## Results and discussion

Three energy scales govern the shapes of 1-fluorobutane at room temperature. The thermal energy RT is 0.6 kcal/mol, a second mirror-image copy of a structure is worth RT ln 2 = 0.4 kcal/mol, and the five conformers span only about 1.1 kcal/mol. These are of similar size, so where conformers differ in their number of copies, counting can matter about as much as energy.

Conformers of 1-fluorobutane, PySCF 2.14.0 and tblite 0.8.0: B3LYP-D3(BJ)/def2-SVP energies in chloroform at PBE0-D3(BJ)/def2-SVP geometries. Free energies and weights (298.15 K) include GFN2-xTB quasi-harmonic terms and symmetry numbers; a mirror pair is shown once, with both forms counted. Torsions are C1-C2-C3-C4 and C2-C3-C4-F5.

```csv
number,torsions in degrees,point group,mirror pair,GFN2-xTB energy above its lowest (kcal/mol),DFT energy above the lowest (kcal/mol),free energy above the lowest (kcal/mol),weight (%),dipole (D)
1,"(-176,62)",C1,yes,0.000,0.000,0.000,44.10,1.880
2,"(63,56)",C1,yes,0.600,0.350,0.440,21.00,1.860
3,"(67,-67)",C1,yes,0.810,0.370,0.550,17.40,1.960
4,"(180,180)",Cs,no,0.030,0.540,0.840,10.70,2.030
5,"(65,176)",C1,yes,0.370,1.080,1.110,6.80,2.060
```

**1. Which structures do the rows stand for?** The first torsion is C1-C2-C3-C4 (the chain), the second C2-C3-C4-F5 (fluorine); near 180° is anti, near ±60° gauche. Three staggered positions for each give nine structures: four mirror pairs without symmetry (C1) and one all-anti form with a mirror plane (Cs, row 4). Fluorine is gauche in rows 1 to 3, and the chain in rows 2, 3 and 5. All rows are the same closed-shell molecule at the same settings.

**2. Why does the all-anti form hold only about a tenth of the population?** The free energy G adds to the DFT energy a counting term and a GFN2-xTB thermal term, and the weight w is proportional to exp(−G/RT). Row 4 is single while row 1 is a pair, so it pays RT ln 2:

G₄ = 0.54 + 0.41 − 0.11 = 0.84 kcal/mol; w₄/w₁ = exp(−0.84/0.592) = 0.242; 44.1 % × 0.242 = 10.7 %

About half of the penalty is counting. Per structure, row 4 (10.7 %) is level with row 2 (10.5 %). That the computed 10.7 % matches the table only confirms how the weights are built, and nothing was fitted to any row; the full arithmetic is in the output printed below.

**3. How strong are the two torsional preferences?** Counting alone would make each torsion gauche in six of nine structures, 66.7 %. Fluorine is gauche in 82.5 % of the population, which turns into a preference of 0.51 kcal/mol as RT times the logarithm of the odds relative to counting. The chain leans the other way by nearly the same amount, 0.52 kcal/mol towards anti.

The DFT energies show the same at fixed chain. Turning fluorine from gauche to anti costs 0.54 kcal/mol on the anti chain and 0.71 to 0.73 on the gauche chain. The two torsions are therefore additive only to about 0.2 kcal/mol, a coupling only modestly above the noise of a difference between four energies, and one to which GFN2-xTB gives the opposite sign.

**4. Why does fluorine prefer gauche when carbon prefers anti?** Standard conformational theory gives two reasons, and these calculations test neither. The C4-F bond has a low-lying empty σ* orbital that accepts density best from the bond on C3 lying anti to it. With fluorine gauche that bond is C-H, usually held to be the better donor, and with fluorine anti it is C-C. Gauche also brings the negative fluorine near the slightly positive hydrogens on C2, and fluorine is small enough to pay little crowding for it.

The chain torsion serves as a partial control. It has a poor acceptor, no negative end and a bulkier group, and at the same DFT level it prefers anti, so the method does not simply reward every folded shape. The control is incomplete, because def2-SVP has no diffuse functions and describes fluorine's lone pairs poorly. Fluorine can borrow functions from nearby atoms, and this superposition error may inflate the gauche preference by an untested amount.

**5. What would change if fluorine were replaced by a methyl group?** The molecule would be pentane, where both torsions are known to prefer anti and gauche turns of opposite sign push the two ends together at a clear cost. Row 3 is that folded shape, yet its DFT energy lies only 0.02 kcal/mol above row 2, where the turns have the same sign. A small negative fluorine meeting methyl hydrogens may offset the crowding, but this is a guess, and row 3 is also where superposition error should act most.

**6. What do temperature and solvent do?** A parameter-free estimate holds each structure's free energy fixed (0.84 − 0.41 = 0.43 kcal/mol for row 4) and changes only RT, which is 0.74 kcal/mol at 373 K:

w₄/w₁ = ½ exp(−0.43/0.74) = 0.28

From 250 to 373 K the gauche-fluorine share then drifts from about 85 to 80 %, towards the counting value. The estimate ignores that the thermal terms themselves change with temperature.

The anti-fluorine rows carry the larger dipoles, 2.03 to 2.06 D against 1.86 to 1.96 D. A dielectric stabilises the larger dipole more, so on this simple argument chloroform works against gauche and the preference originates inside the molecule. That step is argued and untested.

**7. Does the result survive a change of method?** It does not. GFN2-xTB, at its own minima, places row 4 only 0.03 kcal/mol above row 1 and puts row 5 below rows 2 and 3. With its energies and the same counting and thermal terms, the gauche-fluorine share falls to 58 %, below counting. The comparison changes the geometries along with the method, and the solvent treatment of the GFN2-xTB column is not stated. Neither level is a benchmark: one is semi-empirical and the other uses a small basis, so the sign of the preference rests here on the DFT column alone.

**8. Which digits can be trusted?** Relative energies carry noise of some hundredths of a kcal/mol, well above their rounding. A shift of 0.05 kcal/mol moves row 1 between 42 and 46 %, so within this one level of theory the weights hold to a couple of points and their decimals mean nothing. The order of rows 2 and 3 is unresolved, since most of their 0.11 kcal/mol free-energy gap comes from the GFN2-xTB thermal terms. The gauche preference is about ten times such noise, so what threatens it is a systematic error of basis or method.

The analysis program printed:

```
RT = 0.592, RT ln2 = 0.411 kcal/mol; structures 9, gauche F 6, gauche chain 6
row chain F | DFT counting thermal G (kcal/mol) | weight recomputed per-structure (%)
1 a g | 0.00 0.00 +0.00 0.00 | 44.1 44.1 22.05
2 g g | 0.35 0.00 +0.09 0.44 | 21.0 21.0 10.50
3 g g | 0.37 0.00 +0.18 0.55 | 17.4 17.4 8.70
4 a a | 0.54 0.41 -0.11 0.84 | 10.7 10.7 10.70
5 g a | 1.08 0.00 +0.03 1.11 | 6.8 6.8 3.40
largest gap, recomputed vs table weight: 0.03 points
rounding: 0.005 kcal/mol is 0.8 % of a weight ratio; weights rounded to 0.05 points
mixing entropy 4.04, reported 4.04, upper limit R ln9 4.37 cal/(mol K); T*S = 1.21 kcal/mol
differences in kcal/mol: DFT | GFN2-xTB | G per structure
anti F - gauche F, anti chain (4-1): +0.54 | +0.03 | +0.43
anti F - gauche F, gauche chain (5-2): +0.73 | -0.23 | +0.67
anti F - gauche F, gauche chain (5-3): +0.71 | -0.44 | +0.56
gauche - anti chain, gauche F (2-1): +0.35 | +0.60 | +0.44
gauche - anti chain, gauche F (3-1): +0.37 | +0.81 | +0.55
gauche - anti chain, anti F (5-4): +0.54 | +0.34 | +0.68
opposite - same sign gauche pair (3-2): +0.02 | +0.21 | +0.11
row 5 DFT if additive, via row 2 / row 3: 0.89 / 0.91; table 1.08; excess +0.19 / +0.17
gauche F: share 82.5 %, counting 66.7 %, -RT ln(odds ratio) -0.51 kcal/mol
gauche chain: share 45.2 %, counting 66.7 %, -RT ln(odds ratio) +0.52 kcal/mol
weights of rows 1-5 (%) | gauche F | gauche chain
counting only: 22.2 22.2 22.2 11.1 22.2 | 66.7 | 66.7
DFT energy, no counting: 37.7 20.9 20.2 15.2 6.1 | 78.8 | 47.2
DFT energy + counting: 40.8 22.6 21.8 8.2 6.6 | 85.2 | 51.0
GFN2-xTB energy + counting: 38.0 13.8 9.7 18.1 20.4 | 61.5 | 43.9
GFN2-xTB + counting + thermal: 38.7 12.1 7.3 22.2 19.7 | 58.1 | 39.1
table: 44.1 21.0 17.4 10.7 6.8 | 82.5 | 45.2
frozen G per structure, 250 K: 48.5 20.0 16.0 10.2 5.2 | 84.6 | 41.2
frozen G per structure, 373 K: 39.5 21.8 18.8 11.1 8.8 | 80.1 | 49.5
gauche-F rows moved -0.05 kcal/mol: 44.7 21.3 17.7 10.0 6.3 | 83.7 | 45.3
gauche-F rows moved +0.05 kcal/mol: 43.4 20.7 17.2 11.5 7.3 | 81.3 | 45.1
gauche-F rows moved +0.25 kcal/mol: 40.4 19.2 16.0 14.9 9.5 | 75.6 | 44.7
order, lowest first: DFT 1 2 3 4 5 ; GFN2-xTB 1 4 5 2 3 ; G 1 2 3 4 5
GFN2-xTB minus DFT, rows 1-5 (kcal/mol): +0.00 +0.25 +0.44 -0.51 -0.71
0.05 kcal/mol changes a weight ratio by 9 %
row 1 weight with its G moved -0.05 / +0.05: 46.2 / 42.0 %
weight ratios: row 2 / row 3 1.21, row 1 / row 4 4.12, per structure 2.06
dipole (D): gauche F 1.86-1.96, anti F 2.03-2.06, weighted mean 1.92
dipole differences (D): 4-1 +0.15, 5-2 +0.20, 5-3 +0.10, 3-2 +0.10
largest torsion offset from 60 or 180 deg, rows 1-5: 4 4 7 0 5
```
